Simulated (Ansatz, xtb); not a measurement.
# C5H6ClFSi: which of two isomers lies lower

We compare a, `F[C@@H]1C=CC(Cl)=C[SiH2]1`, a singlet, with b, `FCC1=C[SiH2]C=C1Cl`, a singlet. Both are isolated molecules in the gas phase, relaxed with B3LYP-D3(BJ)/def2-SVP; the shapes shown needn't be the lowest conformers.

a (Å):

```xyz
14

C    -1.2485    1.7935    1.0916
C    -0.1681    2.7474    0.6791
C     0.9756    2.4059    0.0582
C     1.3061    1.0471   -0.4089
C     0.4551    0.0076   -0.5204
Cl    2.9893    0.8686   -0.8913
F    -2.4755    2.4571    1.1430
Si   -1.3342    0.2519   -0.0372
H    -1.0184    1.4527    2.1230
H    -0.3345    3.7911    0.9673
H     1.7303    3.1711   -0.1320
H     0.8314   -0.9278   -0.9432
H    -1.8720   -0.9116    0.7196
H    -2.2097    0.5128   -1.2168
```

b (Å):

```yaml
atoms:
  - { symbol: C, position_ang: [-0.1214, 3.2980, 0.9408] }
  - { symbol: C, position_ang: [-0.1968, 1.9283, 0.3305] }
  - { symbol: C, position_ang: [-0.7906, 1.6435, -0.8490] }
  - { symbol: C, position_ang: [0.3267, -0.4573, 0.4580] }
  - { symbol: C, position_ang: [0.4126, 0.7571, 1.0340] }
  - { symbol: Cl, position_ang: [1.2022, 1.0537, 2.5714] }
  - { symbol: F, position_ang: [-0.7395, 4.2280, 0.1388] }
  - { symbol: Si, position_ang: [-0.6075, -0.1981, -1.1523] }
  - { symbol: H, position_ang: [0.9333, 3.5921, 1.0892] }
  - { symbol: H, position_ang: [-0.6035, 3.2999, 1.9350] }
  - { symbol: H, position_ang: [-1.2628, 2.4299, -1.4389] }
  - { symbol: H, position_ang: [-1.9009, -0.9376, -1.2117] }
  - { symbol: H, position_ang: [0.1943, -0.5391, -2.3624] }
  - { symbol: H, position_ang: [0.7492, -1.3513, 0.9164] }
```

Energies in hartree; the thermal terms are from GFN2-xTB frequencies at re-optimised GFN2-xTB minima (ideal gas, soft modes damped towards free rotors, one conformer each, 298.15 K, 1 atm) and include the zero-point energy:

|  | a | b |
| --- | --- | --- |
| E, CCSD(T)/def2-SVP | −1041.365057 | −1041.371362 |
| E, MP2/def2-SVP | −1041.259220 | −1041.267180 |
| E, MP2/def2-TZVPP | −1042.143012 | −1042.149602 |
| zero-point energy | 0.089962 | 0.089911 |
| H(298 K) − E | 0.099489 | 0.099657 |
| G(298 K) − E | 0.056266 | 0.055754 |

Task: Correct the CCSD(T) difference for the basis set by the MP2 change, then work out ΔE, ΔE₀, ΔH and ΔG for a → b in kcal/mol (1 Eh = 627.51 kcal/mol) and the equilibrium ratio [b]/[a].

Result: 1. Differences b − a: CCSD(T) −0.006305, MP2 in the small set −0.007960, MP2 in the large set −0.006590 Eh.
2. ΔE = −0.006305 + (−0.006590 − (−0.007960)) = −0.004935 Eh = −3.10 kcal/mol.
3. ΔE₀ = ΔE + ΔZPE = −0.004935 + (−0.000051) Eh = −3.13 kcal/mol.
4. ΔH = ΔE + (+0.000168) Eh = −2.99 kcal/mol.
5. ΔG = ΔE + (−0.000512) Eh = −3.42 kcal/mol, so ΔS = (ΔH − ΔG)/T = +6.0 J/(mol K).
6. kT = 0.9442 mEh, so K = [b]/[a] = exp(−ΔG/kT) = exp(+5.77) ≈ 320.

Structure b is favoured at this temperature. An error of 1 kcal/mol in ΔG would change K by a factor of 5.4. GFN2-xTB, HF/STO-3G gave ΔE the other sign. Mirror images and further conformers aren't counted.

As drawn, both hold the same kinds of bond in the same numbers. Structure a has a 6-membered ring, b a 5-membered ring.

Other levels gave ΔE = +1.4 (GFN2-xTB); +1.3 (HF/STO-3G, GFN2-xTB geometries); −1.8 (r2SCAN-D4/def2-SVP, GFN2-xTB geometries); −1.4 (B3LYP-D3(BJ)/def2-SVP); −3.0 (HF/def2-SVP); −5.0 (MP2/def2-SVP); −4.0 (CCSD(T)/def2-SVP) kcal/mol. The correlated steps freeze 16 core orbitals. Programs: Ansatz 0.2.0, xtb 6.7.1.

Isomer b is modestly favoured, and the preference is mainly electronic: zero-point energies nearly cancel, and entropy adds only a little, probably through the softer CH2F rotor. Hartree–Fock in the def2-SVP basis already gives −3.0 kcal/mol, so electron correlation isn't needed to explain the ordering.

Equal bond counts hide different bonding environments. Both rings keep a conjugated diene, but b binds silicon to two sp2 carbons, whereas a has one such bond and one to the sp3 carbon bearing fluorine. Contraction to the silole also moves the C–F carbon outside the ring, where it becomes a substituent on the diene. The stronger Si–C(sp2) bonding, the more substituted alkene and the removal of fluorine from the carbon next to electropositive silicon probably outweigh the angle strain at silicon in the smaller ring. Silole aromaticity needn't be invoked, since the saturated SiH2 centre interrupts the π circuit.

The ratio describes a hypothetical equilibrium; interconversion requires skeletal rearrangement, and a lightly substituted silole may dimerise first by Diels–Alder addition.
